Dear colleague,

The stress field of a single shear transformation in Cu–Zr glass that I first worked out for you is too large by a factor of two, and the energies built on it by a factor of four. I set the faulty calculation down in full, marked as wrong, because the slip is easy to repeat whenever a strain read from displacements goes into a tensor formula.

## Model, conventions, inputs

The glass is a homogeneous, isotropic, linearly elastic medium with shear modulus $\mu$, incompressible until I say otherwise. A small region rearranges so that, cut free, it would take the displacement $u_x=\gamma y$. Thus $\gamma$ is the engineering shear strain of the stress-free transformation. This is the inclusion problem of Eshelby (1957), applied to metallic glasses by Argon (1979). The tensor strain is $\varepsilon_{ij}=\tfrac12(\partial_iu_j+\partial_ju_i)$, and $f(\mathbf r)=\int d^dq\,(2\pi)^{-d}f(\mathbf q)\,e^{i\mathbf q\cdot\mathbf r}$. A positive $\sigma_{xy}$ acts in the sense of the applied shear stress $\tau$ that drove the event. Two dimensions means plane strain, with $\mathbf q=q(\cos\phi,\sin\phi)$ and $\mathbf r=r(\cos\theta,\sin\theta)$.

Typical inputs for an equiatomic Cu–Zr glass are $\mu\approx30$ GPa and an atomic volume of about $1.7\times10^{-29}$ m³. I assume 30 atoms and $\gamma=0.10$. Then $V=5.1\times10^{-28}$ m³, a sphere of radius $a=0.50$ nm. For the 2D case I assume a column of cross-section $A=0.80$ nm², a disc of radius 0.50 nm. All numbers below are the model's, not the material's.

## The wrong attempt

**This section leads to a wrong answer. Use none of its numbers.**

The plastic strain of the event is a shear $\gamma$ in the $xy$ plane, so

$$\varepsilon^p_{xy}=\varepsilon^p_{yx}=\gamma .\tag{W1}$$

Hooke's law with a pressure $p$ that enforces $\nabla\cdot\mathbf u=0$ reads

$$\sigma_{ij}=-p\,\delta_{ij}+2\mu(\varepsilon_{ij}-\varepsilon^p_{ij}).\tag{W2}$$

Equilibrium, $\partial_j\sigma_{ij}=0$, becomes $\mu q^2u_i+iq_ip=-2i\mu q_j\varepsilon^p_{ij}$. Projecting transverse to $\mathbf q$ removes $p$:

$$u_i=-\frac{2i}{q^2}\Big(\delta_{ik}-\frac{q_iq_k}{q^2}\Big)q_j\varepsilon^p_{kj}.\tag{W3}$$

With (W1), $q_j\varepsilon^p_{kj}=\gamma\,(q_y,q_x)$, and $\varepsilon_{xy}=\tfrac i2(q_xu_y+q_yu_x)=\gamma\,(1-4q_x^2q_y^2/q^4)$. Hence

$$\sigma_{xy}(\mathbf q)=-2\mu\,\frac{4q_x^2q_y^2}{q^4}\,\gamma(\mathbf q)=-2\mu\sin^2 2\phi\;\gamma(\mathbf q).\tag{W4}$$

For a point source $\gamma(\mathbf q)=\gamma A$. The factor $1/q^4$ corresponds to $r^2\ln r/8\pi$, the Green function of $\nabla^4$, and $q_x^2q_y^2$ to $\partial_x^2\partial_y^2$. Since $\partial_x^2\partial_y^2(r^2\ln r)=-2\cos4\theta/r^2$,

$$\sigma_{xy}(\mathbf r)=\frac{2\mu\gamma A\cos4\theta}{\pi r^2}.\tag{W5}$$

On the $x$ axis at $r=2.0$ nm this is 0.38 GPa. Inside a disc or sphere the stress is uniform by Eshelby's theorem, so it equals its value at the centre, where only the angular mean of the kernel survives. The mean of $\sin^22\phi$ is $1/2$, which gives $\sigma_{xy}^{\rm in}=-\mu\gamma=-3.0$ GPa. With no external load $\int\sigma_{ij}\varepsilon_{ij}=0$ by equilibrium, so the stored energy is $E=-\tfrac12\int\sigma_{ij}\varepsilon^p_{ij}=-\int\sigma_{xy}\varepsilon^p_{xy}$, the components $xy$ and $yx$ both counting. Per unit length of column this is $\mu\gamma^2A=2.4\times10^{-10}$ J/m.

In three dimensions (W3) gives $\varepsilon_{xy}=\gamma\,[(q_x^2+q_y^2)/q^2-4q_x^2q_y^2/q^4]$, so

$$\sigma_{xy}(\mathbf q)=-2\mu\Big[\frac{q_z^2}{q^2}+\frac{4q_x^2q_y^2}{q^4}\Big]\gamma(\mathbf q).\tag{W6}$$

The mean of the bracket over directions is $1/3+4/15=3/5$. The sphere then carries $-\tfrac65\mu\gamma=-3.6$ GPa and stores $\tfrac65\mu\gamma^2V=1.8\times10^{-19}$ J. The applied stress does the work $\tau_{ij}\varepsilon^p_{ij}V=2\tau\gamma V$, so the event pays for itself only above $\tau_c=\tfrac35\mu\gamma=1.8$ GPa. **These are the wrong answers.**

## The symptom

The four lobes, the power law and the zeros of (W4) on the axes all look right, and they are. A wrong prefactor leaves them untouched, so a test has to probe the magnitude.

Imagine the region glued into a perfectly rigid matrix. It wants to shear by the angle $\gamma$ and is held at zero, so by the definition of the shear modulus its stress is $-\mu\gamma=-3.0$ GPa and its energy $\tfrac12\mu\gamma^2V$. This is an upper bound. The true displacement field minimises the elastic energy, and $\mathbf u=0$ is one of the admissible fields, so $E\le\tfrac12\mu\gamma^2V$. A uniform internal stress stores $\tfrac12|\sigma^{\rm in}_{xy}|\gamma V$, so $|\sigma^{\rm in}_{xy}|\le\mu\gamma$ as well.

The wrong attempt breaks both bounds. Its sphere holds 3.6 GPa where a rigid vice could produce only 3.0 GPa, and its energy is 2.4 times the bound. The shear angle that the region actually reaches is $\gamma+\sigma^{\rm in}_{xy}/\mu$, here $-0.02$: the atoms try to shear forwards, and a passive matrix makes them end up sheared backwards. In 2D the disc sits exactly at the clamped stress, so it would not deform at all, yet (W5) has it loading its surroundings, and its energy is twice the bound.

A version closer to your apparatus needs no Fourier transform. Let a band cross a sample of height $H$ held between fixed grips and slip by $s$. The elastic part of the grip displacement falls by $s$, so the stress falls by $\mu s/H$. With (W1) in (W2) and the mean total strain held fixed, it falls by $2\mu s/H$. A slip that used up the whole imposed displacement would then reverse the stress where it ought to bring it to zero.

## The faulty line

The fault is (W1) alone. Lines (W2) and (W3) are correct for the tensor component. For $u_x=\gamma y$, $u_y=0$ the definition gives $\varepsilon_{xy}=\tfrac12\partial_yu_x=\gamma/2$. The other half of the displacement gradient is a rigid rotation by the angle $\gamma/2$, which carries no stress. The line must read

$$\varepsilon^p_{xy}=\varepsilon^p_{yx}\equiv e=\gamma/2 .\tag{1}$$

Hooke's law is $\sigma_{xy}=2\mu\varepsilon_{xy}$ in tensor form and $\sigma_{xy}=\mu\gamma_{xy}$ in engineering form. I paired the $2\mu$ of the first with the strain of the second, and so solved, correctly, the problem of an event twice as strong as the one described.

## The mended calculation

Here $e=0.050$. Repeating (W2) and (W3) with (1) gives

$$\sigma_{xy}(\mathbf q)=-2\mu\,\frac{4q_x^2q_y^2}{q^4}\,e(\mathbf q)=-\mu\sin^22\phi\;\gamma(\mathbf q).\tag{2}$$

A second route confirms it. For a wave along $\mathbf n=(\cos\phi,\sin\phi)$ an incompressible displacement points along $\mathbf t=(-\sin\phi,\cos\phi)$, so the only strain the medium can supply is proportional to the unit tensor $M=(\mathbf{nt}+\mathbf{tn})/\sqrt2$, with $M_{xy}=\cos2\phi/\sqrt2$. The plastic strain is $\sqrt2\,e$ times the unit tensor $(\hat{\mathbf x}\hat{\mathbf y}+\hat{\mathbf y}\hat{\mathbf x})/\sqrt2$, whose overlap with $M$ is $\cos2\phi$. Minimising $\mu|\varepsilon-\varepsilon^p|^2$ projects $\varepsilon^p$ on $M$, so $\varepsilon_{xy}=e\cos^22\phi$, and the unrelaxed part is $e\sin^22\phi$. Each mode carries between none and all of the clamped stress $\mu\gamma$, as the bound demands. The energy is

$$E=\int\frac{d^2q}{(2\pi)^2}\,2\mu\sin^22\phi\,|e(\mathbf q)|^2 .\tag{3}$$

The limit $\mathbf q\to0$ depends on direction and is fixed by the boundaries: the mean stress in a sample of area $S$ changes by $-\mu\gamma A/S$ at fixed grips and not at all at fixed load.

**Far field in 2D.** The same Green function gives

$$\sigma_{xy}(\mathbf r)=\frac{2\mu eA\cos4\theta}{\pi r^2}=\frac{\mu\gamma A\cos4\theta}{\pi r^2},\tag{4}$$

which is 0.19 GPa at 2.0 nm on the axis. Neighbours along $x$ and $y$ are loaded in the forward sense, those on the diagonals are unloaded.

**Disc of radius $a$.** The mean of a biharmonic function $f$ over a disc is $f+\tfrac18a^2\nabla^2f$. With $\nabla^2(r^2\ln r)=4\ln r+4$ and $\partial_x^2\partial_y^2\ln r=6\cos4\theta/r^4$,

$$\sigma_{xy}=\mu e\cos4\theta\Big(\frac{2a^2}{r^2}-\frac{3a^4}{r^4}\Big)\quad(r>a),\qquad\sigma^{\rm in}_{xy}=-\mu e .\tag{5}$$

At $r=a$, $\theta=0$ the outside value is $-\mu e$, so the traction is continuous. The core stress is $-1.5$ GPa and the energy $\mu e^2A=6.0\times10^{-11}$ J/m, each half of the clamped value. At 2.0 nm the finite size multiplies (4) by 0.90.

**Bands.** The kernel vanishes for $\mathbf q$ along either axis. A plastic strain $e(y)$ uniform along $x$ is absorbed by the displacement $u_x(y)$ with $\partial_yu_x=2e$, and one uniform along $y$ by $u_y(x)$. By (3) such a band costs no elastic energy, provided it crosses the whole sample. In real space, lay events along the half-line $x'<0$, $y'=0$ with slip $s$, so that $\gamma A\to s\,dx'$. Because $\cos4\theta/r^2=-\partial_x[x(x^2-y^2)/r^4]$, the sum of (4) is

$$\sigma_{xy}=\frac{\mu s}{\pi}\,\frac{x(x^2-y^2)}{r^4}.\tag{6}$$

This is the textbook field of an edge dislocation of Burgers vector $s$, $\mu s\,x(x^2-y^2)/[2\pi(1-\nu)r^4]$, at Poisson's ratio $\nu=1/2$. Line (W5) gives twice that, which is one more way to catch the slip. For a complete line the sum is zero off the line. A band of finite length $L$ and width $w\ll L$ is a dislocation pair. Inside it the stress is $-(\mu s/\pi)[1/x+1/(L-x)]$, with $x$ counted from one end, and the energy per unit depth is $(\mu s^2/\pi)\ln(L/w)$ to logarithmic accuracy. The load does the work $\tau sL$, linear in $L$, and the stress ahead of each tip is positive, so elasticity favours events that line up along $x$ or $y$. In a uniaxial test these directions lie at 45° to the load in this model. Whether a line of events persists as a shear band depends also on softening, which the kernel does not contain.

**Three dimensions.** Put $e$ for $\gamma$ in (W6). With $1/q^2\to1/4\pi r$ and $1/q^4\to-r/8\pi$,

$$\sigma_{xy}=\frac{2\mu eV}{4\pi}\Big[\partial_z^2\frac1r+2\,\partial_x^2\partial_y^2\,r\Big]=\frac{3\mu eV}{2\pi r^3}\Big[\frac{x^2+y^2}{r^2}-\frac{10x^2y^2}{r^4}\Big].\tag{7}$$

In the plane $z=0$ the last bracket is $(5\cos4\theta-1)/4$, equal to $1$ on the axes and $-3/2$ on the diagonals. The kernel vanishes only for $\mathbf q$ along $x$ or $y$, so the free modes are planar bands. On the $x$ axis at 2.0 nm, (7) gives 46 MPa, where the slip gives 91 MPa. The mean of $r$ over a ball is $r+a^2/5r$, which multiplies the axial field by $1-8a^2/5r^2$. That is 0.90 at 2.0 nm, for 41 MPa, and at $r=a$ it returns the core stress $-\tfrac65\mu e$. So

$$\sigma^{\rm in}_{xy}=-\beta\mu\gamma,\qquad E=\tfrac12\beta\mu\gamma^2V,\qquad\tau_c=\frac{E}{\gamma V}=\tfrac12\beta\mu\gamma,\qquad\beta=\tfrac35,\tag{8}$$

the work of the load being $2\tau eV=\tau\gamma V$. The values are $-1.8$ GPa, $4.6\times10^{-20}$ J and 0.90 GPa. A second, identical event in the field $\sigma_{xy}$ of the first has the interaction energy $U=-2\sigma_{xy}eV=-\sigma_{xy}\gamma V$.

**Compressibility.** For finite $\nu$ the inverse of the acoustic tensor $\mu q^2\delta_{ik}+\mu q_iq_k/(1-2\nu)$ replaces the projector in (W3) by $\delta_{ik}-q_iq_k/[2(1-\nu)q^2]$. The 4 in each kernel becomes $2/(1-\nu)$. Every 2D result is multiplied by $1/[2(1-\nu)]$, the axial 3D far field by $(1+\nu)/[3(1-\nu)]$, and $\beta=(7-5\nu)/[15(1-\nu)]$. With a typical $\nu\approx0.36$ for Cu–Zr these are 0.78, 0.71 and 0.54.

## Size of the error

Far-field entries are point-source values on the $x$ axis.

| Quantity | Wrong | Mended | Ratio | Mended, $\nu=0.36$ |
|---|---|---|---|---|
| 2D core stress (GPa) | $-3.0$ | $-1.5$ | 2 | $-1.2$ |
| 2D stress at 2.0 nm (GPa) | 0.38 | 0.19 | 2 | 0.15 |
| 2D energy ($10^{-11}$ J/m) | 24 | 6.0 | 4 | 4.7 |
| 3D core stress (GPa) | $-3.6$ | $-1.8$ | 2 | $-1.6$ |
| 3D stress at 2.0 nm (MPa) | 91 | 46 | 2 | 32 |
| 3D energy ($10^{-20}$ J) | 18 | 4.6 | 4 | 4.1 |
| $\tau_c$ (GPa) | 1.8 | 0.90 | 2 | 0.81 |
| $U$ at 2.0 nm ($10^{-21}$ J) | $-9.3$ | $-2.3$ | 4 | $-1.6$ |
| Reach of 10 MPa in 3D (nm) | 4.2 | 3.3 | 1.26 | 3.0 |

Stresses are doubled and energies quadrupled. At 300 K, where $k_BT=4.1\times10^{-21}$ J, the slip turns an interaction of $0.56\,k_BT$ into $2.2\,k_BT$ and so changes the verdict on whether it matters thermally. The finite size of both spheres multiplies $U$ by $1-16a^2/5r^2=0.80$. The distance at which the stress falls to a chosen level, here an arbitrary 10 MPa, hides the slip best: it grows only by $2^{1/3}=1.26$ in 3D and $2^{1/2}=1.41$ in 2D, although the volume or area enclosed doubles. Compressibility lowers the Cu–Zr entries to between about seven and nine tenths of their incompressible values, which is less than the slip but rules out a third figure. Terms nonlinear in the strain are of relative order $\gamma$ in the core and are left out. The stress symptom survives compressibility, since the slip puts the core at $2\beta=1.08$ times the clamped stress.

The same formulas serve amorphous SiO₂, the gate and interlayer oxide, with typical $\mu\approx31$ GPa and $\nu\approx0.17$. The three factors become 0.60, 0.47 and $\beta=0.49$. Borrowing the source strength $\gamma V$ from above purely for illustration, the model's axial stress at 2.0 nm is 22 MPa, and 44 MPa with the slip. Here the neglect of compressibility is as large as the slip, and the two together overshoot by a factor of 4.3. The stress symptom fails, because $2\beta=0.99$ stays under the bound, but the energy symptom holds, with $4\beta=2.0$. A volume change of the event adds a field $\sigma_{xy}\propto xy/r^5$, which vanishes on the axes.

For Cu–Zr I chose $\gamma=0.10$ so that $\tau_c$ falls near the typical macroscopic shear yield stress, somewhat below 1 GPa. The closeness is therefore no test of the model, and $\tau_c$ is a balance between initial and final states, not a barrier.

## Which strain your data contain

A grip displacement divided by a height is $\gamma$, and so is the sixth Voigt component, which pairs with $C_{66}=\mu$. A diffraction ring gives the tensor component: the strain along the azimuth $\chi$ is $n_in_j\varepsilon_{ij}=\varepsilon_{xy}\sin2\chi$ for a pure shear. The amplitude to expect from (7) at 2.0 nm on the axis is $\sigma_{xy}/2\mu=7.6\times10^{-4}$, or $3eV/4\pi r^3$ in general. A fit of far-field strain therefore returns $eV$, and reporting it as $\gamma V$ understates the event by half, or the number of atoms by half at an assumed $\gamma$. The equivalent strain $(\tfrac23\varepsilon_{ij}\varepsilon_{ij})^{1/2}$ of the transformation is a third number, $\gamma/\sqrt3=0.058$. Finally, the shear angle seen in the core is the constrained one, $(1-\beta)\gamma=0.040$ in the incompressible model, and must be divided by $1-\beta$ before it enters (7) or (8).

With best regards,
your colleague in theory